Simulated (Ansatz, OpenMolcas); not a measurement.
## Errors in the dipole moment

6 molecules without hydrogen; the dipole moment in D, computed less measured. Shapes, held fixed at every level: PBE0-D4/def2-TZVP. No vibrational averaging. Dipoles are compared by magnitude; molecules under 1 D, whose direction can flip, are left out. Programs: Ansatz 0.2.0, OpenMolcas 26.06. Measured values: NIST CCCBDB.

Levels: A = r2SCAN-D4/def2-TZVPP; B = B3LYP/6-31G* (Cartesian functions); C = B3LYP-D4/def2-TZVPP; D = wB97M-V/def2-TZVPP.

```tsv
molecule	measured	A	B	C	D
BrF (bromine fluoride)	1.42	-0.17	-0.09	-0.02	+0.02
NS (Mononitrogen monosulfide)	1.81	-0.01	-0.08	+0.08	+0.11
SF2 (sulfur difluoride)	1.05	-0.12	+0.09	+0.07	+0.10
SO2 (sulfur dioxide)	1.63	-0.05	+0.08	+0.10	+0.17
AsF3 (arsenic trifluoride)	2.59	-0.28	-0.32	-0.06	-0.06
C2F3N (cyanotrifluoromethane)	1.33	+0.16	+0.15	+0.07	+0.07
```

(1) Sum up the errors.

Answers

(1) 
```json
{"level": "r2SCAN-D4/def2-TZVPP", "kind": "meta-GGA", "mean error": "-0.078", "mean absolute error": "0.132", "worst case": "AsF3"}
{"level": "B3LYP/6-31G* (Cartesian functions)", "kind": "global hybrid", "mean error": "-0.028", "mean absolute error": "0.135", "worst case": "AsF3"}
{"level": "B3LYP-D4/def2-TZVPP", "kind": "global hybrid", "mean error": "+0.040", "mean absolute error": "0.067", "worst case": "SO2"}
{"level": "wB97M-V/def2-TZVPP", "kind": "range-separated hybrid", "mean error": "+0.068", "mean absolute error": "0.088", "worst case": "SO2"}
```

On this set B3LYP-D4/def2-TZVPP has the smallest mean absolute error and B3LYP/6-31G* (Cartesian functions) the largest. Without AsF3 the largest would be that of r2SCAN-D4/def2-TZVPP. r2SCAN-D4/def2-TZVPP is too low in 5 of 6; B3LYP-D4/def2-TZVPP is too high in 4 of 6; wB97M-V/def2-TZVPP is too high in 5 of 6. The tabulated value of C2F3N is in doubt (older tables, estimates, or at odds with other calculations) and kept here. Over the 5 molecules whose values aren't doubted the mean absolute errors are A 0.126; B 0.132; C 0.066; D 0.092. The smallest two are near a tie. The largest two are near a tie. Open shells run unrestricted. Relativity is left out for As, Br. The set is small.

Along r2SCAN, B3LYP and wB97M-V in the triple-zeta basis, the computed dipole rises or stays level in every molecule but C2F3N. Exact exchange probably accounts for much of this, by holding electron density more firmly on the electronegative atoms and so making the bonds more polar. In C2F3N the CF3 and CN groups pull in opposite directions, so the net moment is a difference, and more polar bonds need not enlarge it.

The two B3LYP columns isolate the basis set, since the D4 term leaves the density unchanged. AsF3 gains most from the larger basis, its error shrinking from -0.32 to -0.06 D, which suggests that the small set describes the polarisation of the As–F bonds and the arsenic lone pair poorly. The shift isn't uniform, however: in SO2 the error grows slightly. The small mean error of B3LYP/6-31G*, -0.028 D, therefore reflects cancellation between molecules rather than accuracy. With the shapes held fixed, the comparison doesn't show how each functional would perform at its own equilibrium geometry.
